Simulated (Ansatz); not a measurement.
**From three elastic constants to directional properties of BAs**

Method: DFT r2SCAN+D3(BJ), scalar-relativistic, plane waves, PAW in Ansatz 0.2.0. Settings: 500 eV plane-wave cutoff, Γ-centred 10×10×10 mesh, fixed occupations. No spin polarisation.

The cell is fixed (symmetry leaves no force on the atoms) and stands under 0.0 GPa:
```cif
data_structure
_symmetry_space_group_name_H-M 'F-43m'
_symmetry_Int_Tables_number 216
_cell_length_a 4.7640
_cell_length_b 4.7640
_cell_length_c 4.7640
_cell_angle_alpha 90.000
_cell_angle_beta 90.000
_cell_angle_gamma 90.000
_cell_volume 108.12
loop_
_atom_site_label
_atom_site_type_symbol
_atom_site_symmetry_multiplicity
_atom_site_Wyckoff_symbol
_atom_site_fract_x
_atom_site_fract_y
_atom_site_fract_z
_atom_site_occupancy
B1 B 4 a 0.00000 0.00000 0.00000 1
As1 As 4 d 0.25000 0.25000 0.75000 1
```

The cell is the ideal cubic zincblende prototype.

With ions relaxed, on the cubic axes: C11 = 294.8, C12 = 69.2, C44 = 161.4 GPa. The density is 5.267 g/cm³.

Problem. Is the crystal stable against strain, and how anisotropic is it?

Solution. Born's conditions hold: C11 + 2C12 = 433.2, C11 − C12 = 225.6 and C44 = 161.4 GPa are all positive. B = (C11 + 2C12)/3 = 144.4 GPa. The two shear moduli are C44 and C′ = (C11 − C12)/2 = 112.8 GPa, so Zener's ratio is A = C44/C′ = 1.43: the tetragonal shear C′ is the soft one, as in many fcc and bcc metals and zincblende crystals. The Cauchy pressure C12 − C44 is -92.2 GPa; it would vanish for pair forces between atoms on inversion centres at zero pressure, and a negative value is usual with directional bonding, though many-body forces give one in some ionic oxides too.

Problem. Give the sound speeds along the three symmetry directions.

Solution. The Christoffel equation gives ρv² for each branch:
```
direction branch                    ρv²    GPa v (m/s)
    [100]              L                    C11  294.8     7482
    [100]         T (×2) C44  161.4     5536
    [110]              L   (C11 + C12 + 2C44)/2  343.4     8075
    [110]   T, u ∥ [001]                    C44  161.4     5536
    [110]  T, u ∥ [1-10]          (C11 − C12)/2  112.8     4628
    [111]              L  (C11 + 2C12 + 4C44)/3  359.6     8263
    [111]         T (×2) (C11 − C12 + C44)/3  129.0     4949
```

In a piezoelectric crystal some branches stiffen further, which is left out.

Problem. How does Young's modulus depend on direction?

Solution. Inverting gives S11 = 3.724, S12 = -0.708, S44 = 6.197 TPa⁻¹. Along a unit vector (l, m, n), 1/E = S11 − 2(S11 − S12 − S44/2)(l²m² + m²n² + n²l²), where the last bracket is 0, 1/4 and 1/3 for [100], [110] and [111]: E = 268, 327 and 353 GPa. With A > 1 the body diagonal is stiffest. For a film on (001), the biaxial modulus is C11 + C12 − 2C12²/C11 = 332 GPa and the normal strain is −2C12/C11 = -0.47 times the in-plane one.

Cost: 2 runs of about 10 core-minutes in all, on Intel Xeon Processor @ 2.50GHz (Skylake/Cascade Lake) (shared hosts).

BAs is a stiff, covalently bonded solid whose elastic anisotropy reflects the different costs of stretching and bending its bonds. The small electronegativity difference and the compact boron atom favour strong, directional sp³ bonds. In a simple valence-force picture, the tetragonal shear C′ is resisted only by bond bending, whereas the trigonal shear C44 also stretches bonds, even after the two sublattices have shifted to relieve part of the strain. Since stretching is the stiffer of the two, C44 exceeds C′, and Young's modulus rises from 268 GPa along the cube axis to 353 GPa along the body diagonal, which is a bond direction. The longitudinal sound speeds follow the same order.

The fast sound is consistent with the high thermal conductivity known for BAs but does not account for it. That property also depends on the large mass difference between B and As, which separates acoustic from optical phonons and restricts their scattering, and long-wavelength elastic constants carry no information about this.
